H above Al on a rigid six-layer AlRu(100) slab, one H per 1×1 cell (2.976 Å): Ansatz 0.2.0, PBEsol, plane-wave PAW, scalar-relativistic, no spin polarisation. Cutoff 420 eV, k mesh 10×10×1, Gaussian smearing 0.1 eV, dipole correction. Height is from the highest slab atom; energy, extrapolated to zero smearing, is relative to the best height; positive force points outward.

| height (Å) | energy (eV) | force along normal (eV/Å) |
| --- | --- | --- |
| 1.073 | 3.962 | 21.792 |
| 1.323 | 0.763 | 6.326 |
| 1.623 | 0.000 | 0.000 |
| 1.923 | 0.322 | -1.657 |
| 2.323 | 0.975 | -1.502 |
| 2.823 | 1.580 | -0.912 |
| 3.623 | 2.050 | -0.317 |
| 4.623 | 2.218 | -0.079 |

## Reading the curve

A hydrogen atom sits directly above an aluminium atom of the surface, and it is moved straight up or down while the slab stays rigid. The height is measured from the highest slab atom, and the energy is counted from the best height, 1.623 Å. A positive force along the normal pushes the hydrogen outward; a negative one pulls it back. Each surface cell holds one hydrogen, so the calculation moves a whole layer at once.

The curve is lopsided. Pressing the atom in by 0.30 Å costs 0.763 eV, while lifting it by the same distance costs only 0.322 eV. Further out the energy levels off, and the pull first grows and then fades. A spring gives none of this: it costs the same in both directions, and its pull grows without end. The useful question is which simple curve has the right lopsidedness, and how few readings are needed to draw it.

## Two forces with different reach

The outer parts of atomic orbitals fall off roughly exponentially with distance. Far out, the coupling between hydrogen and the surface should therefore shrink by about the same factor for each equal step of lift. The rule borrows that form for the whole curve through a model variable $y$, scaled to 1 at the best height:

$$y=e^{-ax}.$$

Here $x$ is the lift from the best height, negative when the atom is pressed in, and $a$ is the decay rate.

The model lets the two sides of the bond depend on $y$ differently: the gain from sharing electrons is taken to go as $y$, and the repulsion, which has the shorter reach, as $y^2$. A common argument for this pairing is that the gain follows the coupling between orbitals, while the cost of keeping overlapping states orthogonal goes as coupling times overlap. At bond distances, though, $y$ is not the orbital overlap itself. A true overlap cannot exceed 1 and is expected to level off on pressing in, whereas $y$ more than doubles at the innermost row. There the steep wall is expected to come largely from the proton entering the aluminium atom and feeling its nuclear charge less screened.

The energy relative to a far-away atom is then $Ay^2-By$. For the minimum to lie at $y=1$, the slope $2Ay-B$ must vanish there, so $B=2A$, and the depth of the well is $D=A$. Counted from the bottom of the well, the energy becomes the Morse curve:

$$E=D(1-y)^2.$$

The lopsidedness follows directly. Pressing in makes the repulsion grow as the square of a rising number, and lifting makes it die away faster than the attraction. The table can test the resulting shape. It cannot separate the two contributions, so $a$ is a fitted rate rather than the decay rate of an orbital, and the formula is best taken as an empirical shape.

## Two readings fix the curve

Once the best height is known, two constants remain. The depth $D$ is taken from the outermost row, 2.218 eV, as if the climb were complete there. The decay rate comes from the row 0.30 Å inside the minimum:

$$y=1+\sqrt{0.763/2.218}=1.59,\qquad a=\frac{\ln 1.59}{0.30}\approx1.54\ \text{Å}^{-1}.$$

For work on paper, a halving length is handier than a decay rate. The variable $y$ halves whenever the atom rises by $\ln 2/a$, which is 0.45 Å. With the depth rounded to 2.2 eV, the whole rule can be put in one sentence: **halve $y$ for every 0.45 Å of lift, double it for every 0.45 Å of pressing in, and multiply $(1-y)^2$ by 2.2 eV.**

Whole halvings need hardly any arithmetic. After one, the atom has climbed a quarter of the depth; after two, nine sixteenths; after three, about three quarters. Most of the work of lifting is thus done within the first one and a half ångströms.

## Two rows worked by hand

Neither of the following rows was used to set the constants.

**Lifted to 2.323 Å.** The lift is 0.70 Å, or $0.70/0.45=1.56$ halvings. One halving gives 0.5. A further half-step divides by about 1.4, and the small remainder brings $y$ to 0.34. Then

$$E\approx2.2\times(1-0.34)^2\approx0.96\ \text{eV}.$$

The calculation gives 0.975 eV.

**Pressed in to 1.073 Å.** The displacement is $-0.55$ Å, or 1.22 doublings. One doubling gives 2, and each further tenth of a doubling adds about 7 %, so $y$ is close to 2.33. Then

$$E\approx2.2\times(2.33-1)^2\approx3.9\ \text{eV}.$$

The calculation gives 3.962 eV. The same two constants therefore serve both the gentle outer slope and the steep inner wall.

## The force comes with it

The force is minus the slope of the energy. Since $y$ changes with lift at the rate $-ay$, the Morse curve gives

$$F=-2Da\,y(1-y).$$

For the row at 2.323 Å this is $-2\times2.2\times1.54\times0.34\times0.66\approx-1.5$ eV/Å, which matches the table to two figures.

The formula also shows why the pull has a maximum. At the best height attraction and repulsion cancel. On lifting, the repulsion dies away twice as fast and uncovers the attraction, which later fades in its turn. The product $y(1-y)$ is largest at $y=1/2$, exactly one halving length above the minimum.

That places the strongest pull near 2.07 Å, with a size of $Da/2$, about 1.7 eV/Å. The table has no row at that height, but its two strongest pulls lie on either side of it. For anyone who wants to know where a bond resists lifting most, the halving length is therefore the number to remember.

## Where to take the readings

It is tempting to calibrate on the two rows nearest the minimum, where the atom normally sits. Equal steps to either side even give a neat formula: the ratio of the two energies is $e^{2ax}$, with $x$ the size of the step. The depth obtained this way is 2.62 eV, which exceeds the outermost energy by 18 %.

The reason lies in the shape of the well. Close to the bottom the energy is nearly $Da^2x^2$, so a deeper well with slower decay looks almost the same as a shallower one with faster decay. Only the slight lopsidedness tells them apart, and a small departure from the ideal shape is then magnified into a large error in depth. One reading far out and one on the inner wall avoid this, because each mainly fixes one constant.

The outermost reading can be improved as well. Far out, the remaining climb is about $2Dy$ and the pull is about $2Day$, so dividing the pull by $a$ gives the climb still to come. Here that is $0.079/1.54\approx0.05$ eV, which raises the depth to about 2.27 eV.

## How accurate it is

Five rows took no part in setting the constants or the zero of energy. On these the unrounded rule stays within 0.035 eV of the calculation, and within 6 % of each computed energy. The version rounded for paper misses by about 0.06 eV at worst over the whole table. That worst case is the outermost row, where the uncorrected depth is slightly too small.

The forces come out within about 5 % of their computed values, except at the outermost row, where the rule's pull is 15 % too weak. They check the slope of the curve, though they belong to the same calculation as the energies and so are no separate evidence for the physics.

A least-squares fit of the Morse curve to all eight energies gives a depth of 2.26 eV, close to the corrected reading, with a typical miss of 0.01 eV. The Rydberg curve, $E=D[1-(1+bx)e^{-bx}]$, also has two constants, $D$ and a decay rate $b$. Fitted in the same way, it misses by typically 0.03 eV. The Morse shape is the better description of this curve, but a good fit alone does not establish the orbital argument behind it.

## How far the rule reaches

The accuracy above is measured against this calculation, and the outer part of the calculation has a known fault. A free hydrogen atom has one unpaired electron, whereas here spin was switched off. For a lone atom this raises the energy by roughly 1 eV, a rough textbook size. What is lifted here is a layer with neighbours 2.976 Å apart; without spin they are expected to bind one another, so the error should be smaller than that, though still large, and the depth is counted to a layer rather than to a free atom. The depth of 2.2 eV is therefore not a binding energy, and a curve with spin would level off lower. Near the best height, where the electrons are paired in the bond, the change should be small; where along the lift it sets in is untested. The curve also leaves out the zero-point motion of the hydrogen. For motion along the normal, the curvature of the well puts this at roughly 0.1 eV, which would lower the energy needed to free the atom.

The frozen slab sets a second limit. At the best height of the hydrogen, the aluminium atom beneath it still feels an outward force of about 2 eV/Å. The ruthenium below is pushed inward by about 2.2 eV/Å. The upper three layers had been relaxed without hydrogen before the slab was frozen, which drew the top layer in by about 16 % from the bulk spacing, so these forces come from adding the hydrogen. They push the top two layers apart, which suggests that the hydrogen would undo part of that contraction. If the surface were free to respond, it would move, and both constants would be expected to change. The rule describes lifting from this one site on a rigid surface, and a more stable site between the coarse grid points that were tried is not excluded.

At the short end, the two inner rows have the atoms closer than a normal bond, the innermost far closer. The atomic datasets probably overlap there, so these computed energies, including the one at 1.323 Å that sets the decay rate, are less certain than the rule's close agreement suggests. At the long end, the chosen functional has no proper van der Waals attraction, which fades more slowly than any exponential. The program also warns, for every row but the outermost, that the exchange-correlation potential is rough where the electron density is thin, and PBEsol was run on atomic datasets made for PBE. The effect of either on the curve was not tested. The rule should not be carried far beyond the last row.

For a neighbouring series, the form can be kept but the constants must be read afresh. Suppose widely spaced sodium atoms were lifted instead of the hydrogen layer. Their outer orbital is more spread out, so the halving length should be longer, the inner wall softer and the strongest pull further from the best height. Sodium also tends to give charge to a metal, and the attraction between separated charges fades slowly. There the rule would be expected to fail first in the tail, with a pull that is too weak. The hydrogen curve already misses in that direction at its outermost row, by 15 %; the cause of that miss was not tested.
